A phosphorus atom has three 3p electrons and, in black phosphorus, three bonds. One would naively spread those electrons evenly over the energy range of the bonding bands, which is about 7 eV wide. That gives 3/7, or roughly 0.4 states per electronvolt and atom, at every energy. The size is right, but the evenness isn't: the p density of states swings between about 0.6 and 0.3, and it nearly vanishes in the last electronvolt below the valence top.

Density of states of black phosphorus (Cmce, fixed Materials Project cell), projected on Löwdin orbitals, with energies from the valence top. Ansatz 0.2.0 was run with LDA, scalar-relativistic frozen-core PAW (default PBE datasets), no spin polarization, a 420 eV cutoff, 13 × 13 × 9 k points and 0.03 eV Fermi-Dirac smearing. The curves use tetrahedra and a 0.4 eV window.

| energy (eV) | s (states/(eV atom)) | p (states/(eV atom)) |
| --- | --- | --- |
| -12.0 | 0.07 | 0.03 |
| -11.6 | 0.01 | 0.01 |
| -11.2 | 0.04 | 0.03 |
| -10.8 | 0.14 | 0.09 |
| -10.4 | 0.15 | 0.10 |
| -10.0 | 0.27 | 0.17 |
| -9.6 | 0.22 | 0.17 |
| -9.2 | 0.11 | 0.09 |
| -8.8 | 0.09 | 0.09 |
| -8.4 | 0.08 | 0.08 |
| -8.0 | 0.07 | 0.07 |
| -7.6 | 0.05 | 0.07 |
| -7.2 | 0.04 | 0.07 |
| -6.8 | 0.04 | 0.20 |
| -6.4 | 0.03 | 0.42 |
| -6.0 | 0.04 | 0.53 |
| -5.6 | 0.06 | 0.56 |
| -5.2 | 0.08 | 0.29 |
| -4.8 | 0.06 | 0.31 |
| -4.4 | 0.07 | 0.51 |
| -4.0 | 0.08 | 0.59 |
| -3.6 | 0.07 | 0.61 |
| -3.2 | 0.03 | 0.35 |
| -2.8 | 0.04 | 0.36 |
| -2.4 | 0.08 | 0.45 |
| -2.0 | 0.10 | 0.58 |
| -1.6 | 0.08 | 0.51 |
| -1.2 | 0.03 | 0.23 |
| -0.8 | 0.01 | 0.06 |
| -0.4 | 0.00 | 0.03 |
| 0.0 | 0.00 | 0.01 |
| 0.4 | 0.04 | 0.18 |
| 0.8 | 0.07 | 0.30 |
| 1.2 | 0.10 | 0.42 |

The columns s and p give the density of states projected on the 3s and 3p orbitals of an atom. The states are counted with spin, so each one holds one electron. A height multiplied by an energy interval is therefore a number of electrons. This makes a hand estimate possible: if one knows how many electrons a group of bands holds and how wide the group is, the mean height follows by division.

The number of electrons comes from counting bonds. The primitive cell has four atoms, and each atom has three bonds that it shares with neighbours, which makes six bonds in the cell. In the simple picture, the p orbitals form six bonding bands, which are full, and six antibonding bands, which are empty. Six full bands hold twelve electrons, or three per atom. The other two valence electrons of each atom fill four deeper bands that come mainly from 3s.

The calculation bears out this count. From -6.8 eV up to the valence top, s and p together add up to 3.0 electrons per atom. The p orbitals have 88% of this weight, close to seven eighths. The rest is s, because an s orbital on one atom overlaps with a p orbital that points at it from the next, so that no band is purely one or the other. The exact share depends somewhat on the atomic orbitals chosen for the projection.

The width needs more care than the count. The bonding bands start near -6.9 eV, but their uppermost electronvolt holds hardly any electrons. Theory gives the reason: near its maximum a band covers only a small part of the possible crystal momenta, and the steeper it falls away from there, the fewer states it leaves per electronvolt. The highest filled band indeed has its mean energy about 1.6 eV below its top. For the estimate, then, the three electrons sit in the 6 eV between -7 and -1 eV.

With $N$ electrons per atom, an effective width $W$ and a p share $f$, the mean height of the p curve is

$$\bar p = f\,\frac{N}{W} = \frac{7}{8}\times\frac{3}{6\ \text{eV}} \approx 0.44\ \text{states/(eV atom)}.$$

The s curve gets the remaining eighth, about 0.06 in the same units. It stays low over this whole range, and a flat value is all that it needs.

The p curve does need more, because it has three humps, near -6, -4 and -2 eV, with valleys between them. Bonds that meet at an atom influence each other, so the six bonding combinations in a cell don't share one energy. Some are pushed down and others up, and mixing with the deeper 3s states also affects their order. Each combination also changes its energy with the crystal momentum. States pile up at energies where this change is slow and thin out where it is fast.

Counting helps here too. Two bands hold four electrons in a cell of four atoms, which is one electron per atom. Cut at the valleys, the three humps hold 0.9, 1.1 and 1.0 electrons per atom. Each hump thus has the weight of two bands, although neighbouring bands overlap in energy and a hump isn't strictly one pair.

The band energies of the same calculation fit this reading. Taken in pairs from the bottom, the six bonding bands have mean energies of about -5.6, -3.8 and -1.9 eV, each within half an electronvolt of a hump. It is tempting to go further and give one hump to the bonds within a zigzag chain of atoms and another to the bonds between chains. That would be a guess, since the p curve doesn't separate the directions of the orbitals.

The humps turn the mean into a rule that fits on a slip of paper. Between -7 and -1 eV, start from 0.44. Add 0.10 if the energy lies within 0.6 eV of -6, -4 or -2 eV, and subtract 0.15 otherwise. The two steps differ because the humps take up 60% of the range and the valleys 40%; since $0.6\times0.10=0.4\times0.15$, the number of electrons stays what the count demands.

Take -4.4 eV as a first case. It lies 0.4 eV from the hump at -4 eV, so the estimate is $0.44+0.10=0.54$, and the calculation gives 0.51. The second case, -3.2 eV, is 0.8 eV from the nearest hump and belongs to a valley. There the estimate is $0.44-0.15=0.29$, against a calculated 0.35. Both energies belong to the range from which the rule was read, so they show how to use it and don't test it independently.

The share of p, the effective width, the hump positions and the size of the swing were all read from this one curve; only the three electrons per atom come from counting alone. Over the 15 rows from -6.8 to -1.2 eV the rule has a typical (rms) miss of 0.06, about a seventh of the mean height. A flat band with the same number of electrons misses by 0.13, so the humps halve the error. The largest miss, 0.12, comes at -6.4 eV, where the lowest hump is still rising and the rule already gives it full height. The printed analysis after this text lists these comparisons.

The rule must stop at -1 eV. From -0.8 to 0.0 eV the p curve averages only 0.03, a tenth of what the rule gives for a valley. These low values may look like a band gap of about 1 eV, but they are the thin top of the valence band. The gap in this calculation is at most 0.04 eV, the value found on a mesh of crystal momenta that passes close to the band edge without hitting it, and a window of 0.4 eV can't resolve it. Local functionals such as this one are also known to make gaps too small.

The rule must stop at -7 eV as well, because a different group of bands begins to dominate there. The change isn't sharp: the highest of these deeper bands reaches up to about -5.9 eV, into the lowest hump, so a cut at -7 eV separates the two groups only approximately. Continued downwards, the pattern would put a hump at -8 eV, yet p never exceeds 0.17 in the rows shown below -7 eV. These states belong to the upper part of the four bands that come mainly from 3s; the deepest states of these bands lie below the first row of the table. Even so, p has 44% of the weight in the rows shown there, so the picture of a pure s lone pair beside pure p bonds fails in this region. The count of electrons survives such mixing, whereas the label of a band as s or p doesn't.

Above the gap the states are empty and mainly antibonding, and their p curve climbs steadily from 0.18 to 0.42 over the three rows shown. The pattern of humps doesn't carry on across the gap, since it came from the way the bonding bands are spread. What could serve for another solid whose atoms each form three p bonds is the order of the steps. The bonds give three electrons per atom, and the width of the filled bonding bands turns them into a mean height, so that bands twice as wide are half as high. The positions of the humps have to be found anew.

The energies themselves deserve some caution. The cell was not relaxed with this functional, which would contract it, and atoms that move closer together usually have wider bands. The humps may then shift and become somewhat lower. The PAW datasets were also made for another functional, PBE, and the effect of this on the bands wasn't tested here. The combined weight of the humps is safer than their positions, because it rests on the number of bonds.

Numerical output:

```
Electrons per atom, s plus p, rows -6.8 to 0.0 eV: 3
Electrons per atom in lowest hump, rows -6.8 to -5.2 eV: 0.9
Electrons per atom in middle hump, rows -4.8 to -3.2 eV: 1.072
Electrons per atom in top hump, rows -2.8 to 0.0 eV: 1.028
Share of p in these states, rows -6.8 to 0.0 eV: 0.88
Mean energy of bands 5 and 6 from valence top, eV: -5.596
Mean energy of bands 7 and 8 from valence top, eV: -3.83
Mean energy of bands 9 and 10 from valence top, eV: -1.92
Bottom of band 5 from valence top, eV: -6.885
Mean p from the count, states/(eV atom): 0.4375
Mean p in hump rows of the table: 0.5289
Mean p in valley rows of the table: 0.29
Hand rule for p at -4.4 eV: 0.5375
Hand rule less table at -4.4 eV: 0.0275
Hand rule for p at -3.2 eV: 0.2875
Hand rule less table at -3.2 eV: -0.0625
Rms miss of hand rule, rows -6.8 to -1.2 eV: 0.06
Rms miss of flat band, same rows: 0.1314
Largest miss of hand rule, same rows (at -6.4 eV): 0.1175
Rows in range, number: 15
Rows in range missed by less than 0.10, number: 14
Mean p in rows -0.8 to 0.0 eV, outside the rule: 0.03333
Largest p below -7 eV, outside the rule: 0.17
Share of p in rows below -7 eV: 0.444
Mean p in rows 0.4 to 1.2 eV, outside the rule: 0.3
```
